How long does a growing step edge on Si take to reach its saturated roughness, if I model it as a periodic TASEP? I derive the slowest rates first and then compare step azimuths, lengths and degrees of reversibility.

1. Model and conventions

The step is a staircase of L segments of length b along two orthogonal in-plane directions x and y. The N segments along y are particles, the L − N segments along x are holes, ρ = N/L and D = ρ(1−ρ). A b × b cell attaches only at an inner corner, irreversibly, at rate γ. This swaps the order of two segments, which is a hop 10 → 01 when the sites are numbered in the suitable sense. The staircase repeats after the translation ((L−N)b, Nb), so the lattice gas lives on a ring. In sections 2 to 4 I set γ = 1. The master equation is dP/dt = MP, the eigenvalues E have Re E ≤ 0, and the stationary state (E = 0) is uniform over all configurations.

2. Bethe equations and the oval

The ansatz is ψ(x₁…x_N) = Σ_σ A_σ Π_j z_σ(j)^(x_j), with E = Σ_j (1/z_j − 1). Exclusion requires ψ(x,x) = ψ(x,x+1), so A₁₂(1−z₂) + A₂₁(1−z₁) = 0. Periodicity then gives z_i^L = (−1)^(N−1) Π_j (1−z_i)/(1−z_j). With w = 1/z − 1 this reads

(−w_i)^N (1+w_i)^(L−N) = B,  B = −Π_j w_j/(1+w_j),  E = Σ_j w_j.  (1)

All N roots solve one polynomial equation of degree L. In the variable Z = 1 + 2w they lie on |1−Z|^ρ |1+Z|^(1−ρ) = r with r = 2|B|^(1/L). At ρ = 1/2 this is |1−Z²| = r², a Cassini oval. At other fillings it is a generalised oval with unequal exponents. Put f(w) = ρ ln(−w) + (1−ρ) ln(1+w). It has a saddle at w = −ρ with f″ = −1/D, and B_c = exp[L f(−ρ)] = [ρ^ρ (1−ρ)^(1−ρ)]^L. For |B| < B_c the curve has two lobes, with N roots around w = 0 and L − N around w = −1. For |B| > B_c it is a single closed curve.

Sums over the N roots of the right lobe follow from residues at w = 0, with C(n,m) the binomial coefficient:

Σ w = −Σ_k (B^k/k) C(kL−2, kN−1),  Σ ln(1+w) = −Σ_k (B^k/k) C(kL−1, kN−1),  k ≥ 1.  (2)

3. The first excitation

Write B = −B_c e^v. Near the saddle, w = −ρ + δ and L[f(w) − f(−ρ)] = v + 2πi a with half-integer a, so to leading order δ = ±s √(−v − 2πi a), s = √(2D/L). The sign + belongs to the right lobe. The first excitation removes the right-lobe root with a = −1/2 and adds the left-lobe root with a = +1/2, its neighbour on the upper arc of the single curve. With x = √(−v + iπ) on the principal branch, δ_h = s x and δ_p = −s x*.

Self-consistency. On the full right lobe w_j = −B^(1/N) ω_j (1+w_j)^(−(L−N)/N), where ω_j runs over the N-th roots of unity. Hence Π w/(1+w) = −B exp[−(L/N) Σ ln(1+w)]. Raising a by one in the swap multiplies this by e^(2πi/N), with the sum now over the chosen roots. The second part of (1) becomes

Σ_chosen ln(1+w_j) = 2πi/L,  (3)

where other branches, shifted by multiples of 2πiρ, are excluded because the left side is small. The state has Π z_j = e^(−2πi/L), one quantum of momentum.

Stirling's formula gives C(kL,kN) B_c^k ≈ (2πkLD)^(−1/2), and C(kL−1,kN−1) = ρ C(kL,kN). The series in (2) turn into polylogarithms, which continue to all real v as Fermi integrals F_j(v) = −Li_(j+1)(−e^v). At order L^(−1/2), (3) reads ρF_(1/2)/√(2πLD) = 2s Re x/(1−ρ). The density cancels:

F_(1/2)(v) = 4√π Re √(−v + iπ).  (4)

The root is v = 3.5157, where both sides equal 5.490. Since v > 0, the roots lie on the single curve just outside the critical one.

Energy. Let g(w) = w − (1−ρ) ln(1+w). Then g′ = w f′ exactly, so dg = −ρ df + δ df. By (3), E = 2πi(1−ρ)/L + Σ_chosen g. The swap contributes −2πiρ/L + ∫δ df, and ∫δ df ≈ −(δ_p³ − δ_h³)/(3D). For the lobe, C(kL−2,kN−1) = D C(kL,kN) kL/(kL−1), so the leading terms of (2) cancel in Σ g and leave √D L^(−3/2) F_(3/2)/√(2π). Collecting terms,

E = 2πi(1−2ρ)/L + √D L^(−3/2) χ₁(v),  χ_n(v) = F_(3/2)(v)/√(2π) + n (4√2/3) Re (−v+iπ)^(3/2).  (5)

Condition (4) is χ₁′(v) = 0. The two terms are 4.132 and −17.150, so χ₁ = −13.018. The mirror swap on the lower arc gives the complex conjugate. The result is

E₁ = −2√(ρ(1−ρ)) × 6.509 × L^(−3/2) ± 2πi(1−2ρ)/L,  (6)

and τ₁ = 1/|Re E₁| ∝ L^(3/2), the KPZ dynamic exponent z = 3/2. The half-filled case is due to Gwa and Spohn (1992), and this route at arbitrary filling to Golinelli and Mallick (2005).

Size of the next term. Call G(v) the part of E beyond 2πi(1−2ρ)/L, that is the lobe sum of g plus ∫δ df. Differentiating gives G′ = E/L exactly. Define t by f − f(−ρ) = −t²/(2D). Then δ = t − (1−2ρ)t²/(3D) + (1−13D)t³/(36D²) + …, and Stirling's factor is 1 + (1 − 1/D)/(12kL). The t² term adds (4πi/3)(1−2ρ)v/L² to G. This is imaginary, and together with G′ = E/L it shifts v by (2πi/3)(1−2ρ)/(χ₁″√(DL)). The real part changes by the factor 1 + Δ₁ with

Δ₁ = [−(1−13D)Ψ₁/12 − 10π²(1−4D)/(9χ₁″)]/(χ₁ D L),  Ψ_n = F_(5/2)/√(2π) − n(8√2/15) Re (−v+iπ)^(5/2).

With Ψ₁ = −28.96 and χ₁″ = 1.043 I get Δ₁ = (0.62/D − 0.82)/L, or 1.67/L at half filling. The expansion parameter is 1/(DL), the inverse number of corners. Exact small cases show how the series behaves. At half filling L^(3/2)|E₁| is 7.85 for L = 6, from (E+1)(E+2)² = 1 in the sector of one momentum quantum, and 7.63 for L = 8, where the corrected formula gives 7.87. For one particle Re E₁ → −2π²/L² = −19.74/L², which is 1.52 times the leading term, against 1 + Δ₁ = 1.62.

4. Which rate the roughness sees

Let σ² be the variance of the vertex positions normal to the mean step direction. It is invariant under translation round the ring, so in ⟨σ²(t)⟩ = ⟨1|σ² e^(Mt)|P₀⟩ only eigenstates of zero momentum survive. E₁ carries momentum ±2π/L. It governs the decay of the longest Fourier mode of the profile, not the final approach of σ² to its plateau. Zero momentum needs both swaps at once, upper and lower. The imaginary terms cancel, the local terms double, and (5) holds with n = 2 and no first term. Solving χ₂′ = 0 gives v = 5.211 and χ₂ = −32.035:

E₀ = −32.035 √D L^(−3/2),  τ₀ = τ₁/2.46.  (7)

I take this double swap as the slowest decaying zero-momentum state. For L = 6, N = 3 I confirmed it: the zero-momentum block gives E(E³ + 8E² + 23E + 20) = 0, and its slowest nonzero root, −1.522, is the double-swap Bethe solution. The correction has no shift term, and with Ψ₂ = −117.5 it is Δ₀ = (4.0 − 0.31/D)/L. So τ₁ is the time for the whole state to forget its preparation and τ₀ the time constant of the last approach of σ². The exponent is common to both.

The plateau follows from the uniform measure. The number of particles among n consecutive sites has variance D n(L−n)/(L−1). Averaging over n gives D(L+1)/12 for the variance about the mean line.

5. Inputs for Si(001)

I take a single-layer step whose segments run along the two ⟨110⟩ directions, parallel and perpendicular to the dimer rows of the upper terrace. The cell is two dimers added to the end of a row, four atoms. With the approximate lattice constant 0.543 nm its side is b = √2 × 0.543 nm = 0.768 nm. The mean step makes an angle θ with x and has period length ℓ. With c = cos θ and s′ = sin θ:

L = ℓ(c+s′)/b,  ρ = s′/(c+s′),  D = s′c/(c+s′)²,  σ_sat² = s′c (L+1) b²/12.

The last form uses the normal offset b(c+s′) between the two kinds of segment. The rate γ is not free in step flow. A flux Φ (ML/s) on terraces of width Λ delivers the area ΦΛℓ per second, and the DL corners take up γDLb². So γ = ΦΛ(c+s′)/(b s′c), and

Φτ₁ = ℓ^(3/2) (c+s′)^(3/2) √(s′c) / (13.018 b^(1/2) Λ).  (8)

The saturation time counted in deposited monolayers does not depend on the flux. As given inputs I use ℓ = 1 µm, Λ = 100 nm and a typical MBE flux Φ = 0.1 ML/s. The prefactor ℓ^(3/2)/(13.018 b^(1/2) Λ) is 27.7.

6. Comparison of azimuths (irreversible growth)

θ     ρ       L      γ (1/s)   Φτ₁ (ML)   Φτ₀ (ML)   σ_sat (nm)   turns   Δ₁ (%)
45°   0.500   1841   36.8      33         13         6.7          0       0.09
20°   0.267   1669   51.9      23         9.3        5.1          3.3     0.14
5°    0.080   1411   162       9.2        3.7        2.5          8.9     0.5
1°    0.017   1325   759       3.8        1.5        1.1          21      2.7

The times are leading order. "Turns" is |Im E₁|τ₁/2π = (1−2ρ)√L/(13.018√D), the number of times the pattern circles the ring of site labels during τ₁. For the 45° step τ₁ = 330 s and τ₀ = 134 s. In the 1° row the true τ₁ is shorter by the 2.7 % listed, while Δ₀ = −1.1 %.

The trend comes from the structure of (6). The current is J = γρ(1−ρ), its slope J′ = γ(1−2ρ) is the velocity of density waves, and its curvature is J″ = −2γ. The static variance per site is D. Equation (6) can be written Re E₁ = −6.509 |J″| √D L^(−3/2), Im E₁ = ±2πJ′/L. A density fluctuation over the whole ring has amplitude √(D/L), it changes the wave velocity by |J″|√(D/L), and the profile is rearranged when this velocity difference has covered a distance of order L. That gives L^(3/2)/(|J″|√D), and the Bethe ansatz supplies the number in front. The imaginary part is transport at J′. It vanishes at 45° by particle-hole symmetry, and away from 45° it exceeds the real part by a factor growing as √L without damping anything.

What is held fixed decides the direction of the trend. At fixed γ the rate goes as √D, so a step near a ⟨110⟩ direction, with few corners, is the slowest: γτ₁ = 2.9 × 10⁴ at 1° against 1.2 × 10⁴ at 45°. At fixed flux, J is fixed up to the geometric factor, |J″|√D = 2J/√D, and the order reverses. The few corners of the 1° step must each run fast to absorb the supply, and the roughness they have to build is small. The saturation dose falls by a factor 8.8 from 45° to 1° and goes as √θ at small θ. This stops when DL ≈ N approaches a few, where Δ₁ ≈ 0.62/N is no longer small and the one-particle law L² takes over.

Length and cell size enter as pure powers. A decade in ℓ is a factor 31.6 in time, so the 45° step needs 1.0 ML at ℓ = 0.1 µm and 1.0 × 10³ ML at 10 µm. Halving b at fixed ℓ, Λ and Φ lengthens τ by √2 only, since the larger L^(3/2) is partly offset by γ ∝ 1/b.

7. Comparison of supersaturations (45°, ℓ = 1 µm)

If cells also detach from outer corners, the model is the ASEP with rates p (attach) and q (detach), p/q = exp(4Δμ/kT) for a four-atom cell with Δμ per atom, and η = (p−q)/(p+q) = tanh(2Δμ/kT). The stationary measure is still uniform and J = (p−q)D. By the scaling form above, the large-L gap is (6) with γ replaced by p − q, as Kim (1995) obtained from the Bethe ansatz. I take this over without rederiving it. Mass balance fixes p − q = 36.8 1/s, so the KPZ value Φτ₁ = 33 ML is the same in every row. The competing rate is the Edwards-Wilkinson (EW) one. For p = q the mean density obeys a closed lattice diffusion equation, with slowest rate (p+q)(1 − cos(2π/L)) ≈ 2π²(p+q)/L². The ratio of the KPZ rate to the EW rate is

R = 13.018 η √(DL)/(2π²) = 14.2 η here,

and R = 1 at L* = 2.30/(Dη²), a step length ℓ* = L* b/√2. The values of Δμ/kT are assumed inputs that span the regimes.

Δμ/kT   η        R       Φτ_EW (ML)   ℓ*         regime
1       0.96     14      450          5.4 nm     KPZ, Φτ ≈ 33 ML
0.1     0.20     2.8     92           0.13 µm    crossover, KPZ side
0.01    0.020    0.28    9.3          12 µm      crossover, EW side
0.001   0.0020   0.028   0.93         1.2 mm     EW, Φτ ≈ 0.93 ML

The faster mechanism sets the time. In the two middle rows the neglected rate is 36 % and 28 % of the leading one, so neither limit is quantitative and I read those rows as orders of magnitude. Since R ∝ η√L, lowering the supersaturation by ten pushes ℓ* out by a hundred once η is small. A step growing close to equilibrium saturates with z = 2 at a dose Φτ_EW ∝ η, because the fast attach-detach exchange smooths it long before the nonlinearity acts. σ_sat is the same 6.7 nm in all four rows, so the plateau and the roughness exponent 1/2 cannot tell the regimes apart. The times can. In the linear EW theory a mode variance relaxes at twice the mode rate, so τ₁/τ₀ is 2 there and 2.46 in the KPZ regime.

8. Limits of the mapping

Uniform supply. A single γ for all corners needs an adatom density that is uniform along the step. With surface diffusion constant D_s and attachment coefficient k at both bounding steps, variations along a terrace decay over √(dΛ/2), d = D_s/k. Uniformity over ℓ needs d ≫ 2ℓ²/Λ = 20 µm, a strongly attachment-limited step. In the opposite limit each piece of step collects from the local terrace widths, and its displacement couples to those of the neighbouring steps at a rate of order Φ. Relative to 1/τ₁ this term has the size Φτ₁, which is 33 for the 45° step and 3.8 for the 1° step. It then dominates, and the tables do not apply. It becomes comparable to the gap only near ℓ = 0.1 µm at 45°.

Boundary conditions. The numbers 6.509 and 32.035 belong to the ring. They apply directly to a periodic simulation cell of a step. For a segment ended by pinning points or mesa edges the slope is not conserved in the same way, and the ring values are at most a scale estimate.

Corner-only attachment. On Si(001) the two kinds of segment are inequivalent, and a dimer row can also advance in the middle of a segment that runs across the rows, which creates a backward kink. The TASEP omits this, together with edge diffusion and elastic step interactions. If such a process is local and keeps correlations short-ranged, I expect it to change J″ and the static variance in L^(3/2)/(6.509 |J″|√D) and to leave z = 3/2. The azimuth dependence in the first table, which rests on J = γρ(1−ρ), would then have to be recomputed from the actual step velocity and step diffusivity.